### How much does the functional matter for the EPR spectrum of SiF₃?

How far can a computed spectrum of the trifluorosilyl radical be trusted, and does a costlier level of theory buy anything? The answer depends on what is read from the spectrum. The nature of the radical, the positions of its lines and its g tensor make very different demands. The table follows one radical, at one fixed geometry, through six levels.

Isotropic hyperfine couplings (19F, mean of three atoms; 29Si), g shift from the free-electron value and <S^2> of the SiF3 radical (doublet, C3v) in the gas phase. All rows use PySCF 2.14.0 with density fitting, unrestricted Kohn–Sham or Hartree–Fock, IGLO-III, mean-field spin-orbit coupling, GIAOs and no scalar relativity. The geometry is from PBE0-D3(BJ)/def2-SVP.

```tsv
functional	exact exchange, long range (%)	A iso F1 (MHz)	A iso Si2 (MHz)	isotropic g shift (ppm)	<S^2>
PBE	0	321.0	-1359.8	-1750	0.751
B3LYP	20	348.0	-1455.9	-1760	0.751
BHandHLYP	50	370.8	-1494.5	-1780	0.752
CAM-B3LYP	65	350.2	-1471.8	-1800	0.751
HF	100	366.5	-1464.8	-1880	0.752
PBE0	25	332.7	-1406.3	-1790	0.751
```

The isotropic hyperfine coupling $A_{\mathrm{iso}}$ measures the spin density at a nucleus. The fluorine column averages over the three equivalent atoms, and the negative sign for silicon comes from the negative magnetic moment of ²⁹Si, so "larger" below refers to the magnitude. The g shift is the departure from the free-electron value. The column $\langle S^2\rangle$ stays within 0.002 of the ideal 0.75 for one unpaired electron, so spin contamination does not disturb the comparison.

### What every level agrees on

At all six levels the unpaired electron sits mainly on silicon, and the silicon coupling is about four times the fluorine coupling. Such a large silicon coupling has a simple origin. Only s orbitals have density at the nucleus, and in a pyramidal radical the orbital of the odd electron mixes silicon 3s into 3p. Fluorine favours this mixing: it draws electrons towards itself through bonds rich in silicon p character, which leaves more s character for the odd electron.

A rough estimate shows how little the choice of level disturbs this picture. One full unpaired 3s electron on ²⁹Si would give a coupling of roughly 4600 MHz, a recalled round value. The computed couplings are near 1400 MHz, so the s share is a little under a third, if spin polarisation of the other electrons is ignored. Moving from the smallest silicon coupling in the table to the largest changes that share by only a tenth of itself. For recognising a silicon-centred radical with a large s share, PBE serves as well as any hybrid. The pyramidal shape itself is not tested here, because all levels use the same fixed geometry.

### What line positions demand

Predicting where the lines fall is a harder task. Most SiF₃ radicals contain a silicon isotope without nuclear spin, and in a freely tumbling sample they show, to first order, a quartet from the three fluorines. The outer lines of this quartet lie three fluorine couplings apart; a finer second-order splitting of the inner lines is left aside here. The radicals with ²⁹Si show each of these lines split once more, by the silicon coupling.

Near $g=2$, one millitesla corresponds to about 28 MHz. The fluorine couplings spread over 49.8 MHz between levels, so the width of the quartet is uncertain by $3\times 49.8/28\approx 5.3$ mT. The silicon splitting varies by a similar 4.8 mT. Sharp lines in solution are often only about a tenth of a millitesla wide, so the disagreement between levels covers many line widths. The calculation can assign a pattern of lines, but it should not be used to place a single line.

### Is exact exchange the control knob?

It is tempting to arrange the levels by their share of exact exchange and to read the table as one trend. The step from PBE to PBE0 encourages this, because these two functionals are closely related and differ mainly in 25% of exact exchange. Both couplings grow along this step. Theory offers two routes for the effect: exact exchange changes the shape of the odd electron's orbital, and it changes how strongly that electron polarises the paired ones. The step does not separate the two.

If the share of exact exchange, $x$ in per cent, were all that mattered, and if its effect were proportional to $x$, every global functional would lie on the line through PBE and PBE0:

$$
|A|(x)=|A|_{\mathrm{PBE}}+\frac{x}{25}\left(|A|_{\mathrm{PBE0}}-|A|_{\mathrm{PBE}}\right).
$$

The two functionals that define the line lie on it by construction. The others test it.

Take the silicon coupling in B3LYP, with 20% exact exchange. The step from PBE to PBE0 is 46.5 MHz, so the line gives $1359.8+(20/25)\times 46.5=1397$ MHz. The computed magnitude is 1455.9 MHz. The prediction falls short by 59 MHz, which is more than the whole step that defined the line.

The line fails in the other direction for Hartree–Fock, where it puts the silicon coupling 81 MHz too high. It does reproduce the Hartree–Fock fluorine coupling to about 1 MHz, but it misses the one from BHandHLYP by 26 MHz, so that agreement is a coincidence. The largest couplings of both nuclei belong to BHandHLYP, halfway along the scale. Hartree–Fock has full exact exchange but no correlation, so it is not simply the end point of the hybrid series.

B3LYP and PBE0 make the same point directly. Their shares of exact exchange are almost equal, yet their silicon couplings differ by 49.6 MHz. The remaining exchange and the correlation part of the functional therefore matter as much as adding a quarter of exact exchange to PBE. Varying only the exchange share within one family would leave this source of uncertainty out.

CAM-B3LYP needs separate reading. Its 65% applies to electrons far apart; at short range its share is 19%, close to that of B3LYP. Its fluorine coupling is within about 2 MHz of the B3LYP value, and its silicon coupling within 16 MHz. This is reasonable for a property decided close to the nuclei, and for this radical the long-range correction changes the couplings little.

### Why one good number is weak evidence

For silicon, B3LYP and Hartree–Fock differ by less than 1% in the isotropic coupling. That looks like agreement between two very different theories. The dipolar coupling, which reflects the p-like, directional part of the spin distribution, tells another story: from B3LYP to Hartree–Fock it grows by 9%. The two levels describe different spin distributions that happen to give nearly the same density at the silicon nucleus.

Fluorine shows the separation more sharply. From B3LYP to Hartree–Fock its dipolar coupling falls by 22%, while its isotropic coupling rises by 5%. Less directional spin on fluorine thus goes together with more spin density at its nucleus. A plot of the spin density that shows smaller lobes on fluorine would suggest the wrong direction for the isotropic coupling.

The planar methyl radical is a simpler case of the same principle. Its protons lie in the plane where the orbital of the odd electron vanishes, yet they have a substantial isotropic coupling. The odd electron repels the two electrons of each C–H bond slightly differently, according to their spin, and so leaves a small net spin at the proton. This is spin polarisation. The analogy stops at the symmetry: in pyramidal SiF₃ no such plane removes the direct contribution, so direct and polarisation parts both reach the fluorine nucleus.

The consequence for choosing a level is practical. A functional should be judged on the isotropic and dipolar couplings of both nuclei together. Picking the one that matches a single measured coupling may reward a cancellation of errors. Scalar relativity, left out at every level here, illustrates the danger: for silicon its relative size is of order $(Z\alpha)^2$, with $Z$ the nuclear charge and $\alpha$ the fine-structure constant, or about 1%. The numerical factor in front is above one for an s electron, so an effect of ten megahertz or more is expected, at least as large as the difference between B3LYP and Hartree–Fock.

### The g shift is a different purpose

For line positions, the choice of level matters far less through the isotropic g shift. Its whole spread is about 126 ppm, which moves a line by only 0.02 mT at an ordinary spectrometer frequency of 9.5 GHz. For line positions at this frequency, effort spent on the g shift is wasted while the couplings remain uncertain by millitesla.

The calm average hides movement in its parts. From PBE to BHandHLYP, the shift perpendicular to the threefold axis becomes more negative by 96 ppm, while the shift along the axis becomes less negative by 124 ppm. The average counts the perpendicular direction twice, so its change is $(-2\times 96+124)/3\approx -23$ ppm. In a frozen sample the two directions can be seen separately, and their distance changes by the sum of the two steps, 220 ppm. At 95 GHz, where the field is about 3.4 T, this amounts to roughly 0.4 mT and can matter.

A simple argument from orbital gaps does not predict the perpendicular shift. Spin–orbit coupling mixes the odd electron's orbital with others, and a larger energy gap should weaken the mixing. Exact exchange widens the gaps greatly, yet the perpendicular shift is most negative in Hartree–Fock. Theory explains why the gap misleads: with exact exchange, the orbitals' response to the magnetic field contains an exchange term that offsets much of the widening. The spin distribution changes as well, so the shift can even grow. An orbital gap is therefore no substitute for the full response calculation.

Comparison with a measured g value also needs care on the experimental side. When the coupling $A$ is not tiny beside the spectrometer frequency $\nu$, the midpoint of the outer fluorine lines moves to lower field by a fraction $\tfrac34(A/\nu)^2$. With the PBE0 coupling and 9.5 GHz, the apparent g value comes out about 1840 ppm too high. The computed g shift is −1790 ppm, so an uncorrected reading would make the radical look almost like a free electron. This correction is far larger than any difference between the six levels.

### What to pay for

PBE is the cheapest choice, because it avoids the exact-exchange step. With density fitting, the work for exact exchange grows formally as the fourth power of system size, against the third power for the Coulomb part. B3LYP, PBE0 and BHandHLYP cost about the same as one another, since changing the percentage does not change the work. CAM-B3LYP adds a second, range-dependent exchange step, and Hartree–Fock saves only the numerical integration of the functional. For four atoms these differences hardly matter, so a second functional is an affordable check.

For the couplings of this radical, PBE0 and BHandHLYP happen to enclose the other levels with exact exchange: the values from B3LYP, CAM-B3LYP and Hartree–Fock all lie between theirs. Their gap is 88 MHz for silicon and 38 MHz for fluorine. PBE lies outside this interval, with smaller couplings, but without a reference value that does not prove it worse. The gap measures the spread between functionals and is no bound on the true error: the shared basis and geometry, the missing vibrational averaging and the missing scalar relativity bring errors that changing the functional does not reveal. The practical rule is to use PBE to identify the radical, to give the spread over several functionals when predicting its lines, as a rough sign of the uncertainty and not as an error bar, and to correct the measured spectrum to second order before comparing g values.
